# Appendix: Closed-form Λ amplitude and occupations in the two-level pair model

## A.1 Premises and conventions

Two electrons occupy two real orthonormal spatial orbitals, a bonding orbital $g$ and an antibonding orbital $u$. The premises are:

1. The Hamiltonian $\hat H$ is spin-free and real, with one-electron integrals $h_{pq}$ and two-electron integrals $(pq|rs)$ in charge-density notation. All integrals are energies, in joules.
2. A symmetry operation $\hat P$ commutes with $\hat H$ and with every perturbation considered, and $\hat P g=+g$, $\hat P u=-u$.
3. The orbitals are held fixed. In a two-function basis premise 2 determines them up to sign, so a perturbation that respects $\hat P$ causes no orbital relaxation.

Four spin orbitals give six two-electron determinants: a triplet, the open-shell singlet $gu$, which is odd under $\hat P$, and two closed shells, which are even singlets,

$$|\Phi_0\rangle=a^\dagger_{g\alpha}a^\dagger_{g\beta}|\mathrm{vac}\rangle,\qquad |\Phi_1\rangle=a^\dagger_{u\alpha}a^\dagger_{u\beta}|\mathrm{vac}\rangle=\hat\tau|\Phi_0\rangle,\qquad \hat\tau=a^\dagger_{u\alpha}a^\dagger_{u\beta}a_{g\beta}a_{g\alpha}.$$

Since $\hat H$ conserves spin and $\hat P$, the span of $\Phi_0$ and $\Phi_1$ is an invariant subspace, and diagonalising $\hat H$ in it is full CI for even singlets. The Slater–Condon rules give

$$E_0=\langle\Phi_0|\hat H|\Phi_0\rangle=2h_{gg}+(gg|gg),\qquad E_0+2\Delta=\langle\Phi_1|\hat H|\Phi_1\rangle=2h_{uu}+(uu|uu),\qquad K=\langle\Phi_1|\hat H|\Phi_0\rangle=(gu|gu). \tag{A1}$$

Thus $\Delta$ is half the energy gap between the two determinants; it is not a difference of Fock eigenvalues. The exchange integral $K$ is the self-repulsion of the overlap density $gu$ and is positive. In the basis $(\Phi_0,\Phi_1)$,

$$\mathbf H=\begin{pmatrix}E_0&K\\K&E_0+2\Delta\end{pmatrix},\qquad \boldsymbol\tau=\begin{pmatrix}0&0\\1&0\end{pmatrix},\qquad \boldsymbol\tau^2=0. \tag{A2}$$

The nilpotency is the Pauli principle: $a_{g\alpha}$ cannot act twice.

## A.2 Amplitude equation and energy

The only excitation that keeps $\Phi_0$ an even singlet is $\hat\tau$, so the cluster operator is $\hat T=t\hat\tau$, and CCD and CCSD are the same method here. Because $\hat\tau^2=0$, $e^{\pm\hat T}=1\pm t\hat\tau$ exactly, and the ket is

$$|\mathrm{CC}\rangle=e^{\hat T}|\Phi_0\rangle=|\Phi_0\rangle+t|\Phi_1\rangle. \tag{A3}$$

Multiplying $\mathbf H$ from the right by $1+t\boldsymbol\tau$ adds $t$ times the second column to the first; multiplying the result from the left by $1-t\boldsymbol\tau$ subtracts $t$ times the first row from the second. The transformed Hamiltonian $\bar H=e^{-\hat T}\hat He^{\hat T}$ is therefore

$$\bar{\mathbf H}=\begin{pmatrix}E_0+Kt&K\\ \Omega(t)&E_0+2\Delta-Kt\end{pmatrix},\qquad \Omega(t)=K+(E_0+2\Delta)t-t(E_0+Kt)=K+2\Delta t-Kt^2. \tag{A4}$$

The commutator expansion assigns the three terms of $\Omega$. The zeroth-order term is $K$. The linear term is $t\langle\Phi_1|[\hat H,\hat\tau]|\Phi_0\rangle=t(H_{11}-H_{00})=2\Delta t$, since $\langle\Phi_1|\hat\tau=\langle\Phi_0|$. The quadratic term is $\tfrac12t^2\langle\Phi_1|[[\hat H,\hat\tau],\hat\tau]|\Phi_0\rangle=-t^2\langle\Phi_1|\hat\tau\hat H\hat\tau|\Phi_0\rangle=-Kt^2$. Every term of a higher nested commutator carries three or more $\hat\tau$ on two sides of $\hat H$, hence a factor $\hat\tau^2$, and vanishes.

The projected CC equations are the first column of (A4):

$$E=E_0+Kt,\qquad K+2\Delta t-Kt^2=0. \tag{A5}$$

For $K\neq0$ the quadratic has two real roots,

$$t_\pm=\frac{\Delta\pm R}{K},\qquad E_\pm=E_0+\Delta\pm R,\qquad R=\sqrt{\Delta^2+K^2},\qquad t_+t_-=-1. \tag{A6}$$

With $\Omega=0$ the matrix $\bar{\mathbf H}$ is upper triangular, so $E_0+Kt$ is one of its eigenvalues, and a similarity transformation preserves the spectrum: $E_\pm$ are the two full-CI energies of the even singlets. The lower root has $t_-<0$, and $-1\le t_-<0$ when $\Delta\ge0$.

## A.3 Lagrangian and multiplier

The expression $E_0+Kt$ is not stationary in $t$; its derivative is $K$. A change of a parameter $\varepsilon$ of the Hamiltonian therefore changes $E$ also through $dt/d\varepsilon$. The constraint $\Omega=0$ is attached with a multiplier $\lambda$. With the de-excitation operator $\hat\Lambda=\lambda\hat\tau^\dagger$, for which $\langle\Phi_0|\hat\Lambda=\lambda\langle\Phi_1|$,

$$L(t,\lambda)=\langle\Phi_0|(1+\hat\Lambda)\bar H|\Phi_0\rangle=E_0+Kt+\lambda\,(K+2\Delta t-Kt^2). \tag{A7}$$

The condition $\partial L/\partial\lambda=0$ returns the amplitude equation, on which $L=E$ for any $\lambda$. The condition $\partial L/\partial t=0$ is the Λ equation, linear in $\lambda$:

$$K+\lambda\,(2\Delta-2Kt)=0. \tag{A8}$$

The coefficient is the Jacobian $\partial\Omega/\partial t$. By (A6), $2\Delta-2Kt_\pm=\mp2R$, the full-CI energy difference $E_\mp-E_\pm$. It is nonzero for real $K\ne0$, so $\lambda$ exists and is unique for each root.

To eliminate the Hamiltonian parameters, note that $t\ne0$ whenever $K\neq0$, because $\Omega(0)=K$. Dividing the amplitude equation by $t$ gives $2\Delta=Kt-K/t$, hence

$$2\Delta-2Kt=-Kt-\frac Kt=-\frac{K(1+t^2)}{t}.$$

Inserting this in (A8) and cancelling $K$ leaves $1-\lambda(1+t^2)/t=0$, that is

$$\boxed{\lambda=\frac{t}{1+t^2}},\qquad \lambda_\pm=\pm\frac{K}{2R}. \tag{A9}$$

The first form holds for both roots; the second follows from (A8) with the Jacobian $\mp2R$. Since $(1-|t|)^2\ge0$, $|\lambda|\le\tfrac12$ however large $t$ becomes, with equality at $|t|=1$, which by (A5) means $\Delta=0$. The amplitudes $t$ and $1/t$ share one multiplier; on the branch $|t|\le1$ the inverse is $t=[1-\sqrt{1-4\lambda^2}]/(2\lambda)$.

## A.4 The bra state

Define $\langle\widetilde{\mathrm{CC}}|=\langle\Phi_0|(1+\hat\Lambda)e^{-\hat T}$, so that $L=\langle\widetilde{\mathrm{CC}}|\hat H|\mathrm{CC}\rangle$ and $\langle\widetilde{\mathrm{CC}}|\mathrm{CC}\rangle=\langle\Phi_0|(1+\hat\Lambda)|\Phi_0\rangle=1$ for any $t,\lambda$. With $\langle\Phi_0|\hat\tau=0$ and $\langle\Phi_1|\hat\tau=\langle\Phi_0|$,

$$\langle\widetilde{\mathrm{CC}}|=\big(\langle\Phi_0|+\lambda\langle\Phi_1|\big)(1-t\hat\tau)=(1-\lambda t)\langle\Phi_0|+\lambda\langle\Phi_1|. \tag{A10}$$

From (A9), $1-\lambda t=1/(1+t^2)$, and so

$$\langle\widetilde{\mathrm{CC}}|=\frac{\langle\Phi_0|+t\langle\Phi_1|}{1+t^2}=\frac{\langle\mathrm{CC}|}{\langle\mathrm{CC}|\mathrm{CC}\rangle}. \tag{A11}$$

The reason for this coincidence is visible in (A4). Multiply $\bar{\mathbf H}$ from the left by the row vector $(1,\lambda)$. The first component is $E+\lambda\Omega=E$. The second is $K+\lambda(E_0+2\Delta-Kt)$, which equals $\lambda E$ precisely when (A8) holds. The two stationarity conditions thus make $(1,\lambda)$ a left eigenvector of $\bar{\mathbf H}$, and $(1,\lambda)(1-t\boldsymbol\tau)$ a left eigenvector of $\mathbf H$, with eigenvalue $E$. Likewise $\Omega=0$ makes $(1,0)^{\mathsf T}$ a right eigenvector of $\bar{\mathbf H}$ and the ket (A3) a right eigenvector of $\mathbf H$. A real symmetric matrix with a nondegenerate eigenvalue ($R\neq0$) has proportional left and right eigenvectors, and the biorthonormality fixes the factor at $1/(1+t^2)$. If $|\Psi\rangle=c_0|\Phi_0\rangle+c_1|\Phi_1\rangle$ is the normalised full-CI state, then $t=c_1/c_0$, $|\mathrm{CC}\rangle=|\Psi\rangle/c_0$, $\langle\widetilde{\mathrm{CC}}|=c_0\langle\Psi|$, and

$$\lambda=c_0c_1,\qquad \lambda t=c_1^2,\qquad 1-\lambda t=c_0^2. \tag{A12}$$

## A.5 Densities and occupations

Let $\hat H(\varepsilon)=\hat H+\varepsilon\hat O$ with $\hat O$ respecting premises 1 and 2. Along the solution $E(\varepsilon)=L(t(\varepsilon),\lambda(\varepsilon);\varepsilon)$; the solution is differentiable because the Jacobian is nonzero. The chain rule gives

$$\frac{dE}{d\varepsilon}=\frac{\partial L}{\partial\varepsilon}+\frac{\partial L}{\partial t}\frac{dt}{d\varepsilon}+\frac{\partial L}{\partial\lambda}\frac{d\lambda}{d\varepsilon}=\frac{\partial L}{\partial\varepsilon}=\langle\widetilde{\mathrm{CC}}|\hat O|\mathrm{CC}\rangle. \tag{A13}$$

This motivates defining the CC value of any operator as $\langle\hat O\rangle=\langle\widetilde{\mathrm{CC}}|\hat O|\mathrm{CC}\rangle$. By (A11) it equals $\langle\Psi|\hat O|\Psi\rangle$ for every $\hat O$, so all one- and two-particle density matrices are those of full CI, and (A13) becomes the Hellmann–Feynman theorem for the exact state.

**One-particle density.** Take $\hat n_u=\sum_\sigma a^\dagger_{u\sigma}a_{u\sigma}$, with $\hat n_u\Phi_0=0$ and $\hat n_u\Phi_1=2\Phi_1$. Then $\hat n_u|\mathrm{CC}\rangle=2t|\Phi_1\rangle$, and (A10) picks out the coefficient $\lambda$. Similarly $\hat n_g|\mathrm{CC}\rangle=2|\Phi_0\rangle$. Therefore

$$\boxed{n_u=2\lambda t=\frac{2t^2}{1+t^2}},\qquad n_g=2(1-\lambda t)=\frac{2}{1+t^2},\qquad n_g+n_u=2. \tag{A14}$$

The derivative route agrees. The perturbation $\varepsilon\hat n_u$ leaves $E_0$ and $K$ unchanged and shifts $\Delta\to\Delta+\varepsilon$, so $\partial L/\partial\varepsilon=2\lambda t$ from (A7), while differentiating (A6) directly gives

$$n_u=\frac{\partial E_-}{\partial\Delta}=1-\frac{\Delta}{R}. \tag{A15}$$

The two agree because $2\lambda_-t_-=2(-K/2R)(\Delta-R)/K=1-\Delta/R$. The off-diagonal operator $\sum_\sigma a^\dagger_{g\sigma}a_{u\sigma}$ is odd under $\hat P$, so its value between even states vanishes: $g$ and $u$ are natural orbitals and (A14) gives natural occupations, both between 0 and 2.

**Pair-transfer elements.** From $\hat\tau|\mathrm{CC}\rangle=|\Phi_1\rangle$ and $\hat\tau^\dagger|\mathrm{CC}\rangle=t|\Phi_0\rangle$,

$$\langle\hat\tau\rangle=\lambda,\qquad \langle\hat\tau^\dagger\rangle=t(1-\lambda t). \tag{A16}$$

For arbitrary $t$ and $\lambda$ these differ, as expected of a non-Hermitian formulation. They are equal if and only if $\lambda(1+t^2)=t$: relation (A9) is the condition that the CC two-particle density be symmetric. Their sum is $\partial L/\partial K=t+\lambda(1-t^2)=2\lambda$. Contracting the densities with (A2) gives $E_0(1-\lambda t)+(E_0+2\Delta)\lambda t+K[\lambda+t(1-\lambda t)]$, which is (A7) term by term.

**Weak coupling.** For $\Delta>0$ and $x=K/\Delta$, the lower root has $t=(1-\sqrt{1+x^2})/x$, $\lambda=-x/(2\sqrt{1+x^2})$ and $n_u=1-1/\sqrt{1+x^2}$, so

$$t=-\frac x2+\frac{x^3}8-\dots,\qquad\lambda=-\frac x2+\frac{x^3}4-\dots,\qquad n_u=\frac{x^2}2-\frac{3x^4}8+\dots \tag{A17}$$

The multiplier equals the amplitude in first order and departs from it in third order. These series in $K$ at fixed $\Delta$ converge only for $|x|<1$, because of the branch points at $x=\pm i$. Setting $\hat\Lambda=\hat T^\dagger$, that is $\lambda=t$, gives $n_u\approx2t^2$, which is $(1+t^2)$ times the full-CI value: its relative error is exactly $t^2$.

## A.6 Alternative cluster ansätze

**Expectation-value form.** The quotient $\langle\mathrm{CC}|\hat H|\mathrm{CC}\rangle/\langle\mathrm{CC}|\mathrm{CC}\rangle=E_0+(2Kt+2\Delta t^2)/(1+t^2)$ has the derivative $2\Omega(t)/(1+t^2)^2$, so variational and projected CC share the amplitude.

**Unitary form.** In the two-state space $(\hat\tau-\hat\tau^\dagger)^2=-1$, so the exponential series sums to $e^{\theta(\hat\tau-\hat\tau^\dagger)}|\Phi_0\rangle=\cos\theta|\Phi_0\rangle+\sin\theta|\Phi_1\rangle$. The energy $E_0+2\Delta\sin^2\theta+K\sin2\theta$ is stationary at $\Delta\sin2\theta+K\cos2\theta=0$. Multiplying by $1/\cos^2\theta$ and writing $t=\tan\theta$ turns this into $2\Delta t+K(1-t^2)=0$, the amplitude equation. By (A12),

$$t=\tan\theta,\qquad\lambda=\tfrac12\sin2\theta,\qquad n_u=2\sin^2\theta. \tag{A18}$$

**Extended form.** Arponen's extended CC writes the bra as $\langle\Phi_0|e^{\hat\Sigma}e^{-\hat T}$ with a de-excitation operator $\hat\Sigma=\sigma\hat\tau^\dagger$. Since $(\hat\tau^\dagger)^2=0$, $e^{\hat\Sigma}=1+\hat\Sigma$ and $\sigma=\lambda$. For one pair all these ansätze are coordinates on the same one-parameter family of states.

## A.7 Parameters for twisted ethylene

Let $a$ and $b$ be orthogonalised carbon $2p$ orbitals normal to the two CH$_2$ planes, and $\varphi$ the twist angle between the planes. Rigid twisting retains $D_2$ symmetry, and one of the twofold axes perpendicular to the C–C bond maps $a$ onto $b$; this rotation is $\hat P$, with $g=(a+b)/\sqrt2$ and $u=(a-b)/\sqrt2$. Define $h_{aa}=h_{bb}=\alpha$, $h_{ab}=\beta$, $U=(aa|aa)$, $V=(aa|bb)$, $X=(ab|ab)$ and $Y=(aa|ab)=(bb|ab)$. The products $gu=(a^2-b^2)/2$ and $g^2,u^2=(a^2+b^2)/2\pm ab$ give $(gg|gg),(uu|uu)=\tfrac12(U+V)+X\pm2Y$, and with $h_{gg},h_{uu}=\alpha\pm\beta$ equation (A1) yields

$$K=\tfrac12(U-V),\qquad\Delta=-2(\beta+Y),\qquad E_0+\Delta=2\alpha+\tfrac12(U+V)+X. \tag{A19}$$

The integral $X$ does not enter $t$, $\lambda$ or the occupations, and $Y$ only renormalises $\beta$. The Pariser–Parr–Pople model sets $X=Y=0$, keeps $\alpha$, $U$, $V$ independent of $\varphi$, and takes $\beta=\beta_0\cos\varphi$ with $\beta_0<0$, the cosine being the projection of one $p$ axis on the other. Then $\Delta=2|\beta_0|\cos\varphi$.

Two chemical quantities follow from the densities. The π bond order, defined as $P_{ab}=\langle\sum_\sigma a^\dagger_{a\sigma}a_{b\sigma}\rangle$, is $(n_g-n_u)/2=1-n_u$, because the $gu$ elements vanish. From $\partial E_0/\partial\beta=2$ and $\partial(2\Delta)/\partial\beta=-4$, (A7) gives $\partial L/\partial\beta=2-4\lambda t=2P_{ab}$, so the slope of the π energy is

$$\frac{dE}{d\varphi}=2|\beta_0|\sin\varphi\,(1-n_u). \tag{A20}$$

The probability that both electrons sit on the same carbon is $w_{\rm ion}=\partial L/\partial U$, since $U$ multiplies $\hat n_{a\alpha}\hat n_{a\beta}+\hat n_{b\alpha}\hat n_{b\beta}$. With $\partial E_0/\partial U=\partial K/\partial U=\tfrac12$, $\partial\Delta/\partial U=0$ and $\partial L/\partial K=2\lambda$,

$$w_{\rm ion}=\tfrac12+\lambda=\frac{(1+t)^2}{2(1+t^2)}. \tag{A21}$$

The multiplier is thus the change of the ionic weight from its value $\tfrac12$ in the reference determinant.

## A.8 Range of validity

**Within the model.** Results (A9), (A11) and (A14) are exact for all real $\Delta$ and $K\ne0$ and for both roots. For $K=0$, $\Delta\ne0$ the reference is an eigenstate and $t=\lambda=0$; for $K=\Delta=0$ the Jacobian vanishes and neither quantity is determined. Degeneracy of the determinants, $\Delta=0$, is a regular point with $t=-1$, $\lambda=-\tfrac12$, $n_u=1$. For $\Delta<0$ (twist beyond $90^\circ$ with the labels kept) the lower root has $|t|>1$; the substitution $\Delta\to-\Delta$ maps $t_-\to1/t_-$, leaves $\lambda$ unchanged and exchanges $n_g$ with $n_u$. With complex orbital phases $\mathbf H$ is Hermitian, the eigenvector argument of Section A.4 still applies, and $\lambda=t^*/(1+|t|^2)$.

**Spin state.** The derivation concerns even singlets. The triplet lies at $2\alpha+V-X$, so by (A6) and (A19) $E_--E_{\rm T}=2X-(R-K)$. Near $90^\circ$, $R-K$ tends to zero and the neglected $2X$ is no longer small against it; the model with $X=0$ makes no prediction for the ordering there.

**Broken symmetry.** A site asymmetry $\tfrac12\delta(\hat n_a-\hat n_b)$, as from pyramidalising one CH$_2$ group, violates premise 2. It turns the even ionic combination into $\delta$ times the odd one, which is the singlet $gu$ at energy $2\alpha+U=E_0+\Delta+K$ for $X=0$. The coupling to the lower state is $\delta\sqrt{w_{\rm ion}}$ and the gap is $K+R$, so the admixed weight is $\delta^2w_{\rm ion}/(K+R)^2$ to lowest order. The closed formulas in the orbitals $g,u$ hold as long as this is small against $\lambda t$. Beyond that, CCSD still spans the complete two-electron space, and its bra and densities remain those of full CI.

**More than one pair.** The coincidence of the bra rests on $1+\hat\Lambda$ spanning the whole invariant space. Take two non-interacting molecules $A$ and $B$ with $\hat T=\hat T_A+\hat T_B$ and $\hat\Lambda=\hat\Lambda_A+\hat\Lambda_B$. Then $\bar H=\bar H_A+\bar H_B$, the cross terms $\langle\hat\Lambda_A\bar H_B\rangle=\langle\hat\Lambda_A\rangle\langle\bar H_B\rangle$ vanish, and $L=L_A+L_B$: each fragment obeys (A5) and (A9), and ket, energy and single-fragment densities are exact. The exact bra, however, contains $(1+\hat\Lambda_A)(1+\hat\Lambda_B)$, and the quadruple de-excitation $\hat\Lambda_A\hat\Lambda_B$ is absent at the doubles level. For the product of occupations, $e^{-\hat T}\hat n_u^A\hat n_u^Be^{\hat T}|\Phi_0\Phi_0\rangle=4t_At_B|\Phi_1\Phi_1\rangle$, on which the linear bra gives zero, whereas full CI gives $4\lambda_At_A\lambda_Bt_B=n_u^An_u^B$. The extended ansatz with $\hat\Sigma=\hat\Lambda_A+\hat\Lambda_B$ generates the product term. For interacting pairs, such as the σ and π electrons of the real molecule, truncated CC coincides with full CI neither in the ket nor in the bra; the σ electrons enter the present model only through the effective values of $\beta_0$, $U$ and $V$.

## A.9 Numerical illustration

Take as inputs typical semi-empirical values $\beta_0=-0.38$ aJ, $U=1.78$ aJ and $V=1.24$ aJ (1 aJ $=10^{-18}$ J; about $-2.4$, $11.1$ and $7.7$ eV). Then $K=0.27$ aJ and $\Delta=0.76\cos\varphi$ aJ. The results below are properties of the model with these inputs taken as exact; the third decimal serves to follow the identities and has no meaning for the real molecule.

At $\varphi=60^\circ$, $\Delta=0.380$ aJ and $R=0.466$ aJ. The lower root gives $E-E_0=\Delta-R=-0.086$ aJ and $t=-0.319$, so $t^2=0.102$ and the unitary angle is $\theta=-17.7^\circ$. The Λ equation gives $\lambda=-K/2R=-0.290$, equal to $t/(1+t^2)$. The weight of $\Phi_1$ is $\lambda t=0.092$, and $n_u=0.185$, $n_g=1.815$.

| $\varphi$ | $\Delta$/aJ | $(E-E_0)$/aJ | $t$ | $\lambda$ | $n_u$ | $2t^2$ | $w_{\rm ion}$ |
|---|---|---|---|---|---|---|---|
| $0^\circ$ | 0.760 | $-0.047$ | $-0.172$ | $-0.167$ | 0.058 | 0.059 | 0.333 |
| $60^\circ$ | 0.380 | $-0.086$ | $-0.319$ | $-0.290$ | 0.185 | 0.204 | 0.210 |
| $80^\circ$ | 0.132 | $-0.169$ | $-0.624$ | $-0.449$ | 0.561 | 0.779 | 0.051 |
| $90^\circ$ | 0 | $-0.270$ | $-1$ | $-0.500$ | 1 | 2 | 0 |

The column $2t^2$ shows the estimate $\hat\Lambda=\hat T^\dagger$: its error is 10 % at $60^\circ$, and at $90^\circ$ it empties the bonding orbital, while full CI has one electron in each orbital and a purely covalent state. The series (A17) converge only while $\Delta>K$, which is $\varphi<69^\circ$; the closed forms have no such limit.

At $80^\circ$ the bond order is $1-n_u=0.439$, and (A20) reduces the slope of the π energy from $2|\beta_0|\sin\varphi=0.748$ aJ rad$^{-1}$ for the reference determinant to $0.329$ aJ rad$^{-1}$; the slope vanishes at $90^\circ$, where the full-CI curve has a smooth maximum. The singlet lies only $R-K=0.031$ aJ below the triplet at $80^\circ$, which is the size that $2X$ must stay below for the ordering to survive. An assumed asymmetry $\delta=0.10$ aJ at $60^\circ$, where $K+R=0.736$ aJ, admixes the singlet $gu$ with weight $0.004$, small against $\lambda t=0.092$. For two distant molecules both twisted to $60^\circ$, full CI gives $\langle\hat n_u^A\hat n_u^B\rangle=0.034$, and the linear Λ bra at the doubles level gives zero.